A Dirac plane wave describes an electron far from any atom, such as a beam electron in an electron microscope or a photoelectron on its way to the detector. Near a nucleus the natural states carry definite total angular momentum and parity. The partial-wave expansion translates exactly between the two descriptions. It underlies relativistic elastic scattering cross sections and the matching of plane waves to atomic spheres in relativistic electronic-structure methods. Below it is derived and then used to resolve the $1s$ state of a hydrogen-like ion into free plane waves.

\section*{Conventions and premises}

Units are $\hbar=c=1$. The electron mass is $m=511.0$ keV, momenta are quoted in keV$/c$, the unit of length is $\hbar/mc=0.386$ pm, and $\alpha=1/137.036$. The letter $\mu$ denotes the eigenvalue of $J_z$ and $\lambda=\pm\tfrac12$ the helicity. The premises are these.

(i) The free Hamiltonian in the standard representation acts on four-spinors with an upper two-spinor $u$ and a lower two-spinor $w$:
\begin{equation}
H_0=\begin{pmatrix} m & \boldsymbol\sigma\cdot\mathbf P\\ \boldsymbol\sigma\cdot\mathbf P & -m\end{pmatrix},\qquad \mathbf P=-i\nabla .
\label{eq:H}
\end{equation}
(ii) The Pauli matrices obey $(\boldsymbol\sigma\cdot\mathbf A)(\boldsymbol\sigma\cdot\mathbf B)=\mathbf A\cdot\mathbf B+i\boldsymbol\sigma\cdot(\mathbf A\times\mathbf B)$.
(iii) The spherical harmonics $Y_{lM}$ and the Clebsch--Gordan coefficients carry the Condon--Shortley phases, and the addition theorem holds: $P_l(\hat{\mathbf r}\cdot\hat{\mathbf p})=\frac{4\pi}{2l+1}\sum_M Y_{lM}(\hat{\mathbf r})Y^*_{lM}(\hat{\mathbf p})$.
(iv) The spherical Bessel function $j_l(x)=(-x)^l\,(x^{-1}d/dx)^l(\sin x/x)$ is the solution of $y''+2y'/x+[1-l(l+1)/x^2]y=0$ that is regular at the origin, where $j_l\to x^l/(2l+1)!!$.

\section*{Step 1: the plane wave}

Insert $(u,w)\,e^{i\mathbf p\cdot\mathbf r}$ with constant spinors into $H_0\psi=E\psi$. The lower row gives $(E+m)w=\boldsymbol\sigma\cdot\mathbf p\,u$ and the upper row $(E-m)u=\boldsymbol\sigma\cdot\mathbf p\,w$. Since $(\boldsymbol\sigma\cdot\mathbf p)^2=p^2$ by (ii), the two are compatible if $E^2=p^2+m^2$. From here on $E=+\sqrt{p^2+m^2}$. For any unit two-spinor $\chi$ the positive-energy solution is
\begin{equation}
\psi^{(+)}_{\mathbf p\chi}=\begin{pmatrix}\chi\\ \dfrac{\boldsymbol\sigma\cdot\mathbf p}{E+m}\chi\end{pmatrix}e^{i\mathbf p\cdot\mathbf r}
=\begin{pmatrix}1\\ \dfrac{\boldsymbol\sigma\cdot\mathbf P}{E+m}\end{pmatrix}\chi\,e^{i\mathbf p\cdot\mathbf r}.
\label{eq:pw}
\end{equation}
The second form is the key to the derivation: the lower component is a differential operator applied to the upper one, so it suffices to expand the upper component and differentiate. Define $s=p/(E+m)$, with $0\le s<1$. Because $(E+m)^2+p^2=2E(E+m)$, the density is $\psi^\dagger\psi=1+s^2=2E/(E+m)$.

\section*{Step 2: the scalar expansion}

The function $e^{ixt}$ with $x=pr$ and $t=\hat{\mathbf r}\cdot\hat{\mathbf p}$ has a Legendre series $\sum_l c_l(x)P_l(t)$ with $c_l=\frac{2l+1}{2}\int_{-1}^1e^{ixt}P_l(t)\,dt$. The plane wave obeys $(\nabla^2+p^2)e^{i\mathbf p\cdot\mathbf r}=0$. Projecting this equation on $P_l$ shows that $c_l$ satisfies the radial equation in (iv), and $c_l$ is finite at $x=0$, so it is a multiple of $j_l$. The multiple follows from small $x$. Since $P_l$ is orthogonal to all powers below $t^l$, the leading term is $(ix)^l/l!$ times $\int_{-1}^1t^lP_l\,dt=2^{l+1}(l!)^2/(2l+1)!$, which equals $2i^lx^l/(2l+1)!!$. Hence $c_l=(2l+1)i^lj_l$, and the addition theorem gives the Rayleigh expansion
\begin{equation}
e^{i\mathbf p\cdot\mathbf r}=4\pi\sum_{l,M}i^l j_l(pr)\,Y_{lM}(\hat{\mathbf r})Y^*_{lM}(\hat{\mathbf p}).
\label{eq:ray}
\end{equation}

\section*{Step 3: spinor spherical harmonics}

Couple $l$ and spin $\tfrac12$ to $j=l\pm\tfrac12$. One nonzero integer $\kappa$ labels both cases: $\kappa=-(l+1)$ for $j=l+\tfrac12$ and $\kappa=l$ for $j=l-\tfrac12$. Then $|\kappa|=j+\tfrac12$ and $|2\kappa+1|=2l+1$. The orbital number that belongs to $-\kappa$ is $\bar l=l-\operatorname{sgn}\kappa$. With the Clebsch--Gordan coefficients $\langle l,\mu\mp\frac12;\frac12,\pm\frac12|j\mu\rangle$ written out,
\begin{equation}
\Omega_{\kappa\mu}(\hat{\mathbf r})=\begin{pmatrix}-\operatorname{sgn}\kappa\,\sqrt{\dfrac{\kappa+\frac12-\mu}{2\kappa+1}}\;Y_{l,\mu-\frac12}\\[2ex] \sqrt{\dfrac{\kappa+\frac12+\mu}{2\kappa+1}}\;Y_{l,\mu+\frac12}\end{pmatrix}.
\label{eq:Om}
\end{equation}
These functions are orthonormal on the sphere. Four properties are needed.

\emph{Spin-orbit eigenvalue.} From $\mathbf J^2=\mathbf L^2+\boldsymbol\sigma\cdot\mathbf L+\tfrac34$ follows $\boldsymbol\sigma\cdot\mathbf L=j(j+1)-l(l+1)-\tfrac34$, which is $l$ for $j=l+\frac12$ and $-(l+1)$ for $j=l-\frac12$. In both cases $\boldsymbol\sigma\cdot\mathbf L\,\Omega_{\kappa\mu}=-(\kappa+1)\Omega_{\kappa\mu}$.

\emph{Completeness at fixed $l$.} The $2(2l+1)$ functions $\Omega_{\kappa\mu}$ arise from the products $Y_{lM}\chi_\pm$, where $\chi_\pm$ are the eigenspinors of $\sigma_z$, by a real orthogonal matrix of constants. A sum of outer products is unchanged by such a matrix, and $\chi_+\chi_+^\dagger+\chi_-\chi_-^\dagger=1$, so
\begin{equation}
\sum_{\kappa\in\{-l-1,\,l\}}\sum_\mu\Omega_{\kappa\mu}(\hat{\mathbf r})\,\Omega^\dagger_{\kappa\mu}(\hat{\mathbf p})=\sum_M Y_{lM}(\hat{\mathbf r})Y^*_{lM}(\hat{\mathbf p})\;1_{2\times2}.
\label{eq:comp}
\end{equation}
For $l=0$ only $\kappa=-1$ exists.

\emph{Values on the $z$ axis.} There $Y_{lM}=\delta_{M0}\sqrt{(2l+1)/4\pi}$. In \eqref{eq:Om} the upper entry survives only for $\mu=+\frac12$ and the lower only for $\mu=-\frac12$, each with squared coefficient $\kappa/(2\kappa+1)=|\kappa|/(2l+1)$:
\begin{equation}
\Omega_{\kappa,+\frac12}(\hat{\mathbf z})=-\operatorname{sgn}\kappa\sqrt{\frac{|\kappa|}{4\pi}}\,\chi_+,\qquad
\Omega_{\kappa,-\frac12}(\hat{\mathbf z})=\sqrt{\frac{|\kappa|}{4\pi}}\,\chi_- ,
\label{eq:axis}
\end{equation}
and all others vanish.

\emph{Action of $\sigma_r=\boldsymbol\sigma\cdot\hat{\mathbf r}$.} This operator is a rotational scalar, so it commutes with $\mathbf J$ and preserves $j$ and $\mu$. It is odd under $\mathbf r\to-\mathbf r$, so it changes the orbital parity. The only function with the same $j,\mu$ and opposite parity is $\Omega_{-\kappa\mu}$; thus $\sigma_r\Omega_{\kappa\mu}=b\,\Omega_{-\kappa\mu}$. The constant $b$ does not depend on $\mu$, because $\sigma_r$ commutes with $J_\pm$ and both multiplets have the standard ladder phases. On the $z$ axis with $\mu=\frac12$, $\sigma_r=\sigma_z$ leaves $\chi_+$ unchanged, while \eqref{eq:axis} changes sign under $\kappa\to-\kappa$. Therefore
\begin{equation}
\sigma_r\,\Omega_{\kappa\mu}=-\Omega_{-\kappa\mu}.
\label{eq:sr}
\end{equation}
This sign belongs to the coupling order orbital-then-spin of \eqref{eq:Om}; other phase conventions change it and, with it, signs in the formulas below.

\section*{Step 4: the operator $\boldsymbol\sigma\cdot\mathbf P$ on a partial wave}

Insert $\sigma_r^2=1$ and use (ii) with $\hat{\mathbf r}\cdot\mathbf P=-i\partial_r$ and $\hat{\mathbf r}\times\mathbf P=\mathbf L/r$:
\begin{equation}
\boldsymbol\sigma\cdot\mathbf P=\sigma_r\,(\boldsymbol\sigma\cdot\hat{\mathbf r})(\boldsymbol\sigma\cdot\mathbf P)=\sigma_r\Big(-i\partial_r+\frac{i}{r}\boldsymbol\sigma\cdot\mathbf L\Big).
\end{equation}
On $y(r)\Omega_{\kappa\mu}$ the bracket gives $-i[y'+(1+\kappa)y/r]\Omega_{\kappa\mu}$, and \eqref{eq:sr} turns this into
\begin{equation}
\boldsymbol\sigma\cdot\mathbf P\;y\,\Omega_{\kappa\mu}=i\Big[y'+\frac{1+\kappa}{r}y\Big]\Omega_{-\kappa\mu}.
\label{eq:sp}
\end{equation}
Two recurrences evaluate the bracket for $y=j_l(pr)$. Differentiating $x^{-l}j_l=(-1)^l(x^{-1}d/dx)^l(\sin x/x)$ once more gives $j_l'-l\,j_l/x=-j_{l+1}$. Write this for $l-1$ and apply $d/dx+(l+1)/x$; the left side becomes $j_{l-1}''+2j_{l-1}'/x-l(l-1)j_{l-1}/x^2$, which is $-j_{l-1}$ by the radial equation, so $j_l'+(l+1)j_l/x=j_{l-1}$. For $\kappa=-(l+1)$ the bracket in \eqref{eq:sp} is thus $-p\,j_{l+1}$, and for $\kappa=l$ it is $+p\,j_{l-1}$. Both cases read
\begin{equation}
\boldsymbol\sigma\cdot\mathbf P\;j_l(pr)\,\Omega_{\kappa\mu}=i\operatorname{sgn}(\kappa)\,p\,j_{\bar l}(pr)\,\Omega_{-\kappa\mu}.
\label{eq:spj}
\end{equation}

\section*{Step 5: the expansion}

Multiply \eqref{eq:ray} by $\chi$ and replace the sum over $M$ by \eqref{eq:comp}. The upper component becomes $4\pi\sum_{\kappa\mu}i^lj_l(pr)\,\Omega_{\kappa\mu}(\hat{\mathbf r})\,[\Omega^\dagger_{\kappa\mu}(\hat{\mathbf p})\chi]$. The bracket is a number independent of $\mathbf r$. Apply $\boldsymbol\sigma\cdot\mathbf P/(E+m)$ term by term, as \eqref{eq:pw} prescribes. This is allowed because $|j_l(x)|\le x^l/(2l+1)!!$ for $x\ge0$ makes both the series and the differentiated series converge absolutely and uniformly in every finite ball. With \eqref{eq:spj},
\begin{equation}
\psi^{(+)}_{\mathbf p\chi}(\mathbf r)=4\pi\sum_{\kappa\mu}i^{\,l}\,\big[\Omega^\dagger_{\kappa\mu}(\hat{\mathbf p})\chi\big]
\begin{pmatrix} j_l(pr)\,\Omega_{\kappa\mu}(\hat{\mathbf r})\\[0.5ex] i\operatorname{sgn}(\kappa)\dfrac{p}{E+m}\,j_{\bar l}(pr)\,\Omega_{-\kappa\mu}(\hat{\mathbf r})\end{pmatrix}.
\label{eq:main}
\end{equation}
Each term solves the free equation by itself. The lower row holds by construction. For the upper row, \eqref{eq:spj} with $\kappa\to-\kappa$ maps the lower component to $(i\operatorname{sgn}\kappa)(-i\operatorname{sgn}\kappa)\,sp\,j_l\Omega_{\kappa\mu}=sp\,j_l\Omega_{\kappa\mu}$, and $sp=E-m$ as required.

The solutions of energy $-E$ and momentum $\mathbf p$ complete the basis. The upper row of \eqref{eq:H} then gives $u=-\boldsymbol\sigma\cdot\mathbf p\,\chi/(E+m)$ for $w=\chi$. The same steps, with the scalar expansion applied to the lower component, yield
\begin{equation}
\psi^{(-)}_{\mathbf p\chi}=4\pi\sum_{\kappa\mu}i^{\,l}\,\big[\Omega^\dagger_{\kappa\mu}(\hat{\mathbf p})\chi\big]
\begin{pmatrix}-i\operatorname{sgn}(\kappa)\,s\,j_{\bar l}\,\Omega_{-\kappa\mu}\\ j_l\,\Omega_{\kappa\mu}\end{pmatrix},
\label{eq:neg}
\end{equation}
where $\kappa$ and $l$ now label the lower component.

\section*{Step 6: helicity state along $z$}

Let $\mathbf p=p\hat{\mathbf z}$ and $\chi=\chi_\lambda$ with $\sigma_z\chi_\lambda=2\lambda\chi_\lambda$. By \eqref{eq:axis},
\begin{equation}
\Omega^\dagger_{\kappa\mu}(\hat{\mathbf z})\chi_\lambda=\delta_{\mu\lambda}\,(-\operatorname{sgn}\kappa)^{\lambda+\frac12}\sqrt{\frac{|\kappa|}{4\pi}} .
\label{eq:hel}
\end{equation}
Only $\mu=\lambda$ occurs, since orbital motion along $z$ carries no $L_z$. The squared coefficients are $(l+1)/4\pi$ for $j=l+\frac12$ and $l/4\pi$ for $j=l-\frac12$. The two channels $\pm\kappa$ of one $j$ therefore have equal weight and opposite parity.

The same integers appear linearly in the wave itself. For $\lambda=+\frac12$ use $Y_{l0}=\sqrt{(2l+1)/4\pi}\,P_l$ and $Y_{l1}=-\sqrt{(2l+1)/[4\pi l(l+1)]}\,\sin\theta\,P_l'(\cos\theta)e^{i\phi}$ in \eqref{eq:Om}. Then $4\pi[\Omega^\dagger_{\kappa\mu}(\hat{\mathbf z})\chi_+]\Omega_{\kappa\mu}(\hat{\mathbf r})$ with $\mu=\frac12$ equals
\begin{equation}
\begin{pmatrix}(l+1)P_l\\ -\sin\theta\,P_l'\,e^{i\phi}\end{pmatrix}\ \ (j=l+\tfrac12),\qquad
\begin{pmatrix}l\,P_l\\ +\sin\theta\,P_l'\,e^{i\phi}\end{pmatrix}\ \ (j=l-\tfrac12).
\end{equation}
The spin-up entries add to the scalar weight $2l+1$ and the spin-down entries cancel. A central potential gives the two channels different phase shifts; the cancellation then fails, and the remainder is the spin-flip amplitude of Mott scattering.

\section*{Step 7: projection of the $1s$ state}

Add $V=-\zeta/r$ with $\zeta=Z\alpha<1$, a fixed point nucleus. Write $\Psi=(g\,\Omega_{-1\mu},\,if\,\Omega_{1\mu})$ with energy $\varepsilon$. Equation \eqref{eq:sp} for $\kappa=-1$ and for $\kappa=+1$ gives
\begin{equation}
g'=(\varepsilon+m+\zeta/r)f,\qquad f'+2f/r=-(\varepsilon-m+\zeta/r)g .
\end{equation}
Try $g=Nr^{\gamma-1}e^{-qr}$ and $f=-ag$. The $1/r$ terms require $1-\gamma=a\zeta$ and $a(1+\gamma)=\zeta$; the constant terms require $q=a(\varepsilon+m)$ and $aq=m-\varepsilon$. The first pair gives $\gamma^2=1-\zeta^2$, with the positive root for normalisability, and $a^2=(1-\gamma)/(1+\gamma)$. The second pair gives $a^2=(m-\varepsilon)/(m+\varepsilon)$. Hence
\begin{equation}
\gamma=\sqrt{1-\zeta^2},\quad a=\frac{\zeta}{1+\gamma},\quad \varepsilon=\gamma m,\quad q=\zeta m,\quad N^2=\frac{(1+\gamma)(2q)^{2\gamma+1}}{2\,\Gamma(2\gamma+1)},
\end{equation}
where $N$ follows from $\int(g^2+f^2)r^2dr=1$ and $1+a^2=2/(1+\gamma)$. The lower component holds the fraction $a^2/(1+a^2)=(1-\gamma)/2$ of the norm.

Multiply $\psi^{(\pm)}$ by $(2\pi)^{-3/2}\sqrt{(E+m)/2E}$ to normalise them to $\delta^3(\mathbf p-\mathbf p')$, and call $A_\pm$ their overlap with $\Psi$. Orthonormality of the $\Omega$ leaves one term of each series: $\kappa=-1$ ($l=0$, $\bar l=1$) in \eqref{eq:main} and $\kappa=+1$ ($l=1$, $\bar l=0$) in \eqref{eq:neg}. Define $G_l=\int_0^\infty j_l(pr)\,g\,r^2dr$. In the first case the conjugated lower factor $(-is)^*=is$ meets $if=-iag$ and contributes $+asG_1$. In the second, the overall $(i)^*=-i$ multiplies $is\,G_0-ia\,G_1$. So
\begin{equation}
A_+=n\,[\chi^\dagger\Omega_{-1\mu}(\hat{\mathbf p})]\,(G_0+asG_1),\qquad
A_-=n\,[\chi^\dagger\Omega_{1\mu}(\hat{\mathbf p})]\,(sG_0-aG_1),
\label{eq:A}
\end{equation}
with $n=4\pi(2\pi)^{-3/2}\sqrt{(E+m)/2E}$.

The angular factor is simple. For $\mu=+\frac12$, $\Omega_{-1\mu}=\chi_+/\sqrt{4\pi}$, and a helicity spinor along $\hat{\mathbf p}$ at polar angle $\theta_p$ has $|\chi^\dagger\chi_+|^2=(1+2\lambda\cos\theta_p)/2$. On the axis only $\lambda=\mu$ contributes, with weight $1/4\pi$, in line with \eqref{eq:hel}. By \eqref{eq:sr}, $\chi^\dagger\Omega_{1\mu}=-2\lambda\,\chi^\dagger\Omega_{-1\mu}$ has the same modulus. Summing over both helicities gives $1/4\pi$ in every direction, so the probabilities per unit $p$ are
\begin{equation}
D_+=\frac{2p^2}{\pi}\frac{E+m}{2E}(G_0+asG_1)^2,\qquad D_-=\frac{2p^2}{\pi}\frac{E+m}{2E}(sG_0-aG_1)^2 .
\label{eq:D}
\end{equation}
The cross terms cancel in the sum, $D_++D_-=(2p^2/\pi)(G_0^2+a^2G_1^2)$. This is the squared Fourier transform of $\Psi$ integrated over directions, and its integral over $p$ is one by Parseval's theorem.

The radial integrals are elementary. With $q+ip=\rho e^{i\omega}$, that is $\rho^2=q^2+p^2$ and $\omega=\arctan(p/q)$, one has $\int_0^\infty r^{\nu-1}e^{-(q-ip)r}dr=\Gamma(\nu)\rho^{-\nu}e^{i\nu\omega}$ for $\nu>0$. The imaginary part converges for $\nu>-1$, and its formula extends there by analytic continuation in $\nu$. With $j_0=\sin x/x$ and $j_1=\sin x/x^2-\cos x/x$,
\begin{equation}
G_0=N\frac{\Gamma(\gamma+1)\sin(\gamma+1)\omega}{p\,\rho^{\gamma+1}},\qquad
G_1=N\frac{\Gamma(\gamma)\sin\gamma\omega}{p^2\rho^{\gamma}}-N\frac{\Gamma(\gamma+1)\cos(\gamma+1)\omega}{p\,\rho^{\gamma+1}} .
\end{equation}
The two terms of $sG_0-aG_1$ nearly cancel at small $\zeta$. For $\gamma\to1$, $G_0\to2Nq/\rho^4$ and $G_1\to2Np/\rho^4$, while $s\approx p/2m$ and $a\approx q/2m$. A form free of this cancellation comes from the eigenvalue equation. Project $(H_0+V)\Psi=\varepsilon\Psi$ on $\psi^{(\pm)}$ and let $H_0$ act to the left; the surface term at the origin scales as $r^{\gamma+1}$ and vanishes. Then $(\varepsilon\mp E)A_\pm$ is the overlap with $V\Psi$, which has the form \eqref{eq:A} with $G_l$ replaced by $-\zeta K_l$, $K_l=\int_0^\infty j_l\,g\,r\,dr$:
\begin{equation}
G_0+asG_1=\zeta\frac{K_0+asK_1}{E-\varepsilon},\qquad sG_0-aG_1=-\zeta\frac{sK_0-aK_1}{E+\varepsilon}.
\label{eq:eom}
\end{equation}
The same integral with $\nu=\gamma$ and $\nu=\gamma-1$, together with $\Gamma(\gamma-1)=-\Gamma(\gamma)/(1-\gamma)$ and $\rho/p=1/\sin\omega$, gives $K_0=N\Gamma(\gamma)\sin\gamma\omega/(p\rho^\gamma)$ and $K_1=N\Gamma(\gamma)Q/(p\rho^\gamma)$ with
\begin{equation}
Q=\frac{\sin(1-\gamma)\omega}{(1-\gamma)\sin\omega}-\cos\gamma\omega .
\end{equation}
The working formula is
\begin{equation}
D_\pm=C\,\frac{E+m}{2E}\,\frac{B_\pm^2}{\rho^{2\gamma}(E\mp\varepsilon)^2},\qquad C=\frac{2}{\pi}\zeta^2N^2\Gamma(\gamma)^2,
\label{eq:work}
\end{equation}
with $B_+=\sin\gamma\omega+asQ$ and $B_-=s\sin\gamma\omega-aQ$.

The scaling of $P_-=\int_0^\infty D_-dp$ at small $\zeta$ follows from \eqref{eq:eom}. For $\gamma\to1$ and $p\gg q$, $N^2\to4q^3$, $K_0\to N/p^2$, and $aK_1$ is smaller than $sK_0$ by a factor of order $q/p+\zeta$, so $D_-\to4\zeta^2q^3/[\pi E(E+m)^3]$. With $p=m\sinh\tau$ and $\cosh\tau+1=2\cosh^2(\tau/2)$, one finds $m^3\int_0^\infty dp/[E(E+m)^3]=\frac14\int_0^\infty\operatorname{sech}^6v\,dv=\frac{2}{15}$, and
\begin{equation}
P_-\to\frac{8\,(Z\alpha)^5}{15\pi}\qquad(Z\alpha\to0).
\label{eq:lead}
\end{equation}
The approach to this limit is slow. For $\gamma\to1$, $K_0=N/\rho^2$ and $K_1=N[\omega/p^2-q/(p\rho^2)]$, so for $p\ll m$ one has $sK_0-aK_1\approx(N/2mp)(1-q\omega/p)$. The square of the last factor behaves as $1-\pi q/p$ for $p\gg q$, and its integral between $q$ and $m$ lowers $P_-$ by a relative amount of order $\zeta\ln(1/\zeta)$.

\section*{Range of validity}

Equations \eqref{eq:main} and \eqref{eq:neg} are identities for the free Dirac equation. They hold for every $p$, every spinor $\chi$ and every finite $r$, in the standard representation with the phases of \eqref{eq:Om}. As $s\to0$ the lower component of \eqref{eq:main} disappears and \eqref{eq:ray} times a spinor remains. A truncated series is accurate only when the largest $l$ kept exceeds $pr$, because $j_l(x)$ falls off rapidly only for $l>x$; convergence is not uniform as $r\to\infty$. Equation \eqref{eq:hel} needs both $\mathbf p$ and the spin along the quantisation axis; otherwise several $\mu$ contribute.

The $1s$ results add the assumptions of one electron, a static point nucleus and $Z\alpha<1$. A nucleus of radius $R$ admixes the irregular solution $r^{-\gamma-1}$ to the regular one $r^{\gamma-1}$ with comparable size at $r\sim R$, so for $q\lesssim p\ll1/R$ the amplitudes change by a relative amount of order $(pR)^{2\gamma}$, and for $pR\gtrsim1$ they are cut off. Recoil enters at order $m/M$ for nuclear mass $M$, and radiative corrections are expected at relative order $\alpha/\pi=2.3\times10^{-3}$. Finally, $P_-$ is a property of the basis: it is the part of the norm that positive-energy free waves cannot represent. It is not the probability of detecting a positron.

\section*{Numerical illustration: hydrogen-like hafnium}

Take $Z=72$, the metal of HfO$_2$ gate dielectrics, as the one-electron ion Hf$^{71+}$ in the point-nucleus model. Then $\zeta=0.52541$, $\gamma=0.85085$, $a=0.28387$, the binding energy is $(1-\gamma)m=76.2$ keV, $q=268.5$ keV$/c$, $1/q=0.735$ pm, and $C=0.14856$ in units with $m=1$. Equation \eqref{eq:work} gives, with $D_\pm$ in units of $1/mc$:

\begin{center}
\begin{tabular}{lcccccc}
$p$ & $p$ (keV$/c$) & $s$ & $B_+$ & $B_-$ & $D_+$ & $D_-$\\ \hline
$q$ & 268.5 & 0.2467 & 0.6423 & 0.0611 & 1.232 & $2.21\times10^{-4}$\\
$m$ & 511.0 & 0.4142 & 0.8715 & 0.1546 & 0.2466 & $4.80\times10^{-4}$\\
$5m$ & 2555 & 0.8198 & 1.2146 & 0.4524 & $4.65\times10^{-4}$ & $3.29\times10^{-5}$
\end{tabular}
\end{center}

The ratio $D_-/D_+$ rises from $1.8\times10^{-4}$ at the orbital momentum $q$ to $0.071$ at $5m$: negative-energy waves matter most for the short-wavelength structure next to the nucleus. Numerical integration of \eqref{eq:work} gives the model's total
\begin{equation}
P_-=1.03\times10^{-3}.
\end{equation}
The lower component holds $(1-\gamma)/2=0.0746$ of the norm, about seventy times more. Almost all of it is the lower part that \eqref{eq:main} ties to the upper part of positive-energy waves, so the small component must not be identified with negative-energy content. The limit \eqref{eq:lead} would give $6.80\times10^{-3}$, too large by a factor $6.6$; it shows the scaling for light ions and is unusable at this $Z$.

For the neglected terms take a typical nuclear radius $R=7$ fm and a typical atomic mass of 178 u. Then $mR=0.018$, and $(pR)^{2\gamma}$ is $1.1\times10^{-3}$ at $p=m$ and $1.7\times10^{-2}$ at $p=5m$, while $m/M=3.1\times10^{-6}$. These are orders of magnitude. They leave $P_-\approx1.0\times10^{-3}$ intact to two figures, and they mark the third figure, and above all the last row of the table, as belonging to the point-nucleus model. The numbers describe the one-electron ion. In the K shell of hafnium in a solid the other electrons screen the nucleus, which lowers the binding and the amplitude near the origin, and with them $P_-$.